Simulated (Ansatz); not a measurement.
# BN: the change of pressure and energy above lowest point with volume scale

All results are calculated (Ansatz 0.2.0). Free energy against uniform scaling of the volume at fixed shape and fractions; periodic cell, basis, potentials, k mesh and filling as listed.

The cell before it is scaled or strained (space group F-43m, No. 216):
```
CELL_PARAMETERS angstrom
0.00000 1.80750 1.80750
1.80750 0.00000 1.80750
1.80750 1.80750 0.00000
ATOMIC_POSITIONS crystal
B 0.00000 0.00000 0.00000
N 0.25000 0.25000 0.25000
```

Settings of every row: functional PBE; dispersion none; potentials PAW; wave cutoff 420 eV; density cutoff 1680 eV; k mesh 10x10x10; k shift 0x0x0; occupations fixed; smearing width 0 eV; spin none.

```
row  volume scale  V (Å³/atom)  pressure (GPa)  energy above lowest point (meV/atom)
  1          0.88        5.197           64.69                                 136.9
  2          0.92        5.433           40.15                                  60.2
  3          0.96        5.669           19.84                                  16.5
  4             1        5.905            3.03                                     0
  5          1.04        6.141          -10.94                                   6.1
  6          1.08        6.378          -22.52                                  31.1
  7          1.12        6.614               ?                                     ?
```

Question: what pressure and energy above lowest point should row 7 give?

Worked fit of pressure. Take u = (V_r/V)^(2/3) − 1 with V_r = 5.787 Å³ an atom, which is twice the finite (Eulerian) strain; such expansions in the strain, on which the Birch-Murnaghan equation of state is built, carry the rest volume and the bulk modulus. The shown rows have u = 0.07432, 0.04298, 0.01383, -0.01337, -0.03881, -0.06277. Least squares give pressure = 11.037 + 617.97 × u + 1359.9 × u² + 520 × u³ GPa; a parabola predicts inner rows, each left out in turn, worse (root mean square 0.058 against 0.018 GPa). The rows lie off it by 0.00, 0.00, -0.01, 0.01, -0.01, 0.00. The pressure vanishes at u = -0.0186, or V = 5.952 Å³ an atom, and there the bulk modulus at fixed shape and fractions is B = −V dP/dV = (2/3)(1 + u) dP/du = 372 GPa. The withheld row has u = -0.0852, so the fit gives 11.037 + 617.97 × (-0.0852) + 1359.9 × (-0.0852)² + 520 × (-0.0852)³ = -32.06 GPa.

The calculation gave -32.16 GPa. The fit lies 0.10 GPa (0.1 % of the column's range) above it; its largest miss of a shown row is 0.01 GPa. This row lies beyond the range of the fit.

Worked fit of energy above lowest point. Take u = (V_r/V)^(2/3) − 1 with V_r = 5.787 Å³ an atom, which is twice the finite (Eulerian) strain; such expansions in the strain, on which the Birch-Murnaghan equation of state is built, carry the rest volume and the bulk modulus. The shown rows have u = 0.07432, 0.04298, 0.01383, -0.01337, -0.03881, -0.06277. Least squares give energy above lowest point = 5.15 + 599.1 × u + 15974 × u² − 2462 × u³ meV/atom; a parabola predicts inner rows, each left out in turn, worse (root mean square 0.26 against 0.023 meV/atom). All shown rows lie on it to the printed digit. Its lowest point lies at u = -0.0187, or V = 5.953 Å³ an atom, and the curvature there gives the bulk modulus at fixed shape and fractions, B = (4/9)(1 + u)² E″(u)/V = 371 GPa. The withheld row has u = -0.0852, so the fit gives 5.15 + 599.1 × (-0.0852) + 15974 × (-0.0852)² − 2462 × (-0.0852)³ = 71.6 meV/atom.

The calculation gave 71.5 meV/atom. The fit lies 0.1 meV/atom (0.073 % of the column's range) above it, one unit of the last digit. This row lies beyond the range of the fit.
